**6s ionisation of singly charged lanthanide ions in X-alpha theory**

The table holds ionisation energies from total-energy differences, highest occupied levels, their radii and exchange energies for Nd⁺ to Ho⁺, from spherical, scalar-relativistic, spin-unpolarised X-alpha calculations (radks, $\alpha = 0.667$) with imposed configurations. The program tests a linear trend in $Z$, the parameter-free hydrogenic product $I\langle r\rangle = 3z/4$, a Janak gap scaling as $1/\langle r\rangle$ against a constant ratio, and a power law for the exchange energy. The five $4f^n6s^1$ ions rise by 0.141 eV per unit of $Z$ with residuals up to 0.005 eV, while Gd⁺ with its 5d electron, left out of the fits, lies 0.75 eV higher. The product holds to 1 % in the four rows with a known 6s radius, and the two forms of the gap fit equally well.

Singly charged lanthanide ions, computed with the radks radial solver and Libxc 1 in scalar-relativistic, spin-unpolarised all-electron Kohn-Sham theory with Slater X-alpha exchange (alpha = 0.667), no correlation and a Fermi nucleus. NIST's ground configurations are used, with open shells spread evenly over spin and m. Ionisation energies are differences of total energies.

## Program and output

```python
# Table: lanthanide +1 ions, radks spherical scalar-relativistic X-alpha (0.667), no spin, no correlation:
# 6s ionisation energy (total-energy difference), highest level, its radius, exchange energy.
# Tested: trend in Z, hydrogenic IE*<r> = 3z/4, Janak gap ~ c/<r>, exchange power law, Gd+ offsets.
T = {
    'ion': ['Nd+', 'Sm+', 'Eu+', 'Gd+', 'Tb+', 'Ho+'],
    'Z': [60, 62, 63, 64, 65, 67],
    'N': [59, 61, 62, 63, 64, 66],
    'configuration': ['[Xe] 4f4 6s1', '[Xe] 4f6 6s1', '[Xe] 4f7 6s1', '[Xe] 4f7 5d1 6s1', '[Xe] 4f9 6s1', '[Xe] 4f11 6s1'],
    'removed': ['6s', '6s', '6s', '6s', '6s', '6s'],
    'ionisation_energy': [10.1456, 10.4364, 10.5773, 11.4649, 10.8556, 11.1335],  # eV
    'minus_highest_eigenvalue': [6.4953, 7.3965, 7.7268, 7.5146, 8.1187, 8.325],  # eV
    'highest_level_mean_radius': [1.119, 1.0145, 0.97421, 2.6182, 3.7953, 3.7027],  # bohr
    'exchange_energy': [-209.26, -221.81, -228.27, -234.5, -241.55, -255.32],  # hartree
}
import numpy as np
from scipy.constants import physical_constants as pc
Ha = pc['Hartree energy in eV'][0]; Ry = Ha/2
ion = T['ion']; ix = {s: i for i, s in enumerate(ion)}
Z = np.array(T['Z'], float); IE = np.array(T['ionisation_energy'], float)
eh = np.array(T['minus_highest_eigenvalue'], float); rh = np.array(T['highest_level_mean_radius'], float)
Ex = -np.array(T['exchange_energy'], float)
g = ix['Gd+']; m = np.arange(len(ion)) != g
print("rounding: IE 0.00005 eV, exchange 0.005 hartree; Gd+ (5d1) left out of all fits")
p = np.polyfit(Z[m], IE[m], 1); rA = IE - np.polyval(p, Z)
Ze = 6*np.sqrt(IE/Ry); q = np.polyfit(Z[m], Ze[m], 1); rB = IE - Ry*np.polyval(q, Z)**2/36
print(f"A: IE linear, slope {p[0]:.4f} eV per Z; B: Zeff (n=6) linear, slope {q[0]:.4f} per Z")
print("ion  n*(z=2)  Zeff  resA[eV]  resB[eV]  IE+eps(highest)[eV]  highest")
for i, s in enumerate(ion):
    orb = '4f' if rh[i] < 1.5 else ('5d' if rh[i] < 3 else '6s')
    print(f"{s} {2*np.sqrt(Ry/IE[i]):.3f} {Ze[i]:.3f} {rA[i]:+.4f} {rB[i]:+.4f} {IE[i]-eh[i]:.3f} {orb}")
print(f"worst residual without Gd+: A {abs(rA[m]).max():.4f} eV, B {abs(rB[m]).max():.4f} eV")
sl = np.diff(IE[m])/np.diff(Z[m])
print("slopes Nd-Sm, Sm-Eu, Eu-Tb, Tb-Ho [eV per Z]:", " ".join(f"{x:.4f}" for x in sl))
print(f"rise Nd+ to Ho+: {IE[-1]-IE[0]:.3f} eV ({100*(IE[-1]/IE[0]-1):.1f} %)")
dG = IE[g] - 0.5*(IE[ix['Eu+']] + IE[ix['Tb+']])
print(f"Gd+ above Eu/Tb midpoint: {dG:.3f} eV = {dG/p[0]:.1f} steps in Z; Zeff excess {Ze[g]-np.polyval(q, Z[g]):.3f}")
# 6s level (eV) and radius (bohr) of Nd+, Sm+ typed from further outputs of the same runs
k = [ix[s] for s in ('Nd+', 'Sm+', 'Tb+', 'Ho+')]
e6 = np.array([7.5956, 7.80897, eh[k[2]], eh[k[3]]]); r6 = np.array([4.05727, 3.94552, rh[k[2]], rh[k[3]]])
I6 = IE[k]; gap = I6 - e6; c = np.mean(gap*r6/Ha); rat = np.mean(I6/e6); P = I6*r6/Ha
print(f"gap = IE+eps(6s); C: gap = c/<r>, c = {c:.4f} hartree*bohr; D: IE/(-eps) = {rat:.4f}")
print("ion -eps6s[eV] r6s[bohr] gap[eV] resC[eV] resD[eV] IE*r[Ha*bohr] off 1.5[%]")
for j, i in enumerate(k):
    print(f"{ion[i]} {e6[j]:.3f} {r6[j]:.3f} {gap[j]:.3f} {gap[j]-c*Ha/r6[j]:+.4f} "
          f"{gap[j]-(rat-1)*e6[j]:+.4f} {P[j]:.4f} {100*(P[j]/1.5-1):+.2f}")
ex = np.polyfit(np.log(r6), np.log(gap), 1)[0]
print(f"gap ~ r^{ex:.3f}; U = 2*gap = {2*gap.min():.2f} to {2*gap.max():.2f} eV; U*r = {2*c:.3f} Ha*bohr")
print(f"Nd+ to Ho+: r6s {100*(r6[-1]/r6[0]-1):+.1f} %, gap {100*(gap[-1]/gap[0]-1):+.1f} %, "
      f"-eps6s +{e6[-1]-e6[0]:.3f} eV")
print(f"6s below 4f: Nd+ {e6[0]-eh[k[0]]:.3f} eV, Sm+ {e6[1]-eh[k[1]]:.3f} eV")
print(f"Nd+ to Sm+ deepening: 4f {eh[k[1]]-eh[k[0]]:.3f} eV, 6s {e6[1]-e6[0]:.3f} eV")
for s in ('Eu+', 'Gd+'):
    i = ix[s]
    print(f"estimate {s}: -eps6s {IE[i]/rat:.2f} eV ({IE[i]/rat-eh[i]:.2f} below highest), "
          f"r6s {P.mean()*Ha/IE[i]:.2f} bohr")
w = np.polyfit(np.log(Z[m]), np.log(Ex[m]), 1); rX = Ex - np.exp(np.polyval(w, np.log(Z)))
print(f"|Ex| ~ Z^{w[0]:.3f} (Thomas-Fermi-Dirac {5/3:.3f}); residuals of |Ex| [hartree]:")
print(" ".join(f"{s} {x:+.3f}" for s, x in zip(ion, rX)))
print(f"Gd+ exchange shortfall {-rX[g]*Ha:.1f} eV; worst other row {abs(rX[m]).max():.3f} hartree")
print(f"|Ex|/IE: {(Ex*Ha/IE).min():.0f} to {(Ex*Ha/IE).max():.0f}")
al = 0.667
print(f"|dE/d(alpha)| = |Ex|/alpha: {Ex.min()/al:.0f} to {Ex.max()/al:.0f} hartree")
print(f"alpha 0.667 vs 2/3, first order in total E: {Ex.min()*(1-2/3/al):.3f} to {Ex.max()*(1-2/3/al):.3f} hartree")
assert np.all(sl > 0) and dG > 10*abs(rA[m]).max()
assert np.all(gap > 0) and -1.3 < ex < -0.8
assert np.all(abs(P/1.5 - 1) < 0.03)
assert rX[g] < 0
```

It prints:

```
rounding: IE 0.00005 eV, exchange 0.005 hartree; Gd+ (5d1) left out of all fits
A: IE linear, slope 0.1408 eV per Z; B: Zeff (n=6) linear, slope 0.0351 per Z
ion  n*(z=2)  Zeff  resA[eV]  resB[eV]  IE+eps(highest)[eV]  highest
Nd+ 2.316 5.181 -0.0052 -0.0082 3.650 4f
Sm+ 2.284 5.255 +0.0039 +0.0056 3.040 4f
Eu+ 2.268 5.290 +0.0040 +0.0066 2.850 4f
Gd+ 2.179 5.508 +0.7507 +0.7533 3.950 5d
Tb+ 2.239 5.359 +0.0006 +0.0023 2.737 6s
Ho+ 2.211 5.428 -0.0032 -0.0062 2.809 6s
worst residual without Gd+: A 0.0052 eV, B 0.0082 eV
slopes Nd-Sm, Sm-Eu, Eu-Tb, Tb-Ho [eV per Z]: 0.1454 0.1409 0.1392 0.1389
rise Nd+ to Ho+: 0.988 eV (9.7 %)
Gd+ above Eu/Tb midpoint: 0.748 eV = 5.3 steps in Z; Zeff excess 0.184
gap = IE+eps(6s); C: gap = c/<r>, c = 0.3813 hartree*bohr; D: IE/(-eps) = 1.3367
ion -eps6s[eV] r6s[bohr] gap[eV] resC[eV] resD[eV] IE*r[Ha*bohr] off 1.5[%]
Nd+ 7.596 4.057 2.550 -0.0071 -0.0072 1.5127 +0.85
Sm+ 7.809 3.946 2.627 -0.0021 -0.0016 1.5132 +0.88
Tb+ 8.119 3.795 2.737 +0.0033 +0.0036 1.5141 +0.94
Ho+ 8.325 3.703 2.809 +0.0066 +0.0058 1.5150 +1.00
gap ~ r^-1.055; U = 2*gap = 5.10 to 5.62 eV; U*r = 0.763 Ha*bohr
Nd+ to Ho+: r6s -8.7 %, gap +10.1 %, -eps6s +0.729 eV
6s below 4f: Nd+ 1.100 eV, Sm+ 0.412 eV
Nd+ to Sm+ deepening: 4f 0.901 eV, 6s 0.213 eV
estimate Eu+: -eps6s 7.91 eV (0.19 below highest), r6s 3.89 bohr
estimate Gd+: -eps6s 8.58 eV (1.06 below highest), r6s 3.59 bohr
|Ex| ~ Z^1.803 (Thomas-Fermi-Dirac 1.667); residuals of |Ex| [hartree]:
Nd+ +0.118 Sm+ -0.072 Eu+ -0.107 Gd+ -0.456 Tb+ -0.068 Ho+ +0.130
Gd+ exchange shortfall 12.4 eV; worst other row 0.130 hartree
|Ex|/IE: 557 to 624
|dE/d(alpha)| = |Ex|/alpha: 314 to 383 hartree
alpha 0.667 vs 2/3, first order in total E: 0.105 to 0.128 hartree
```
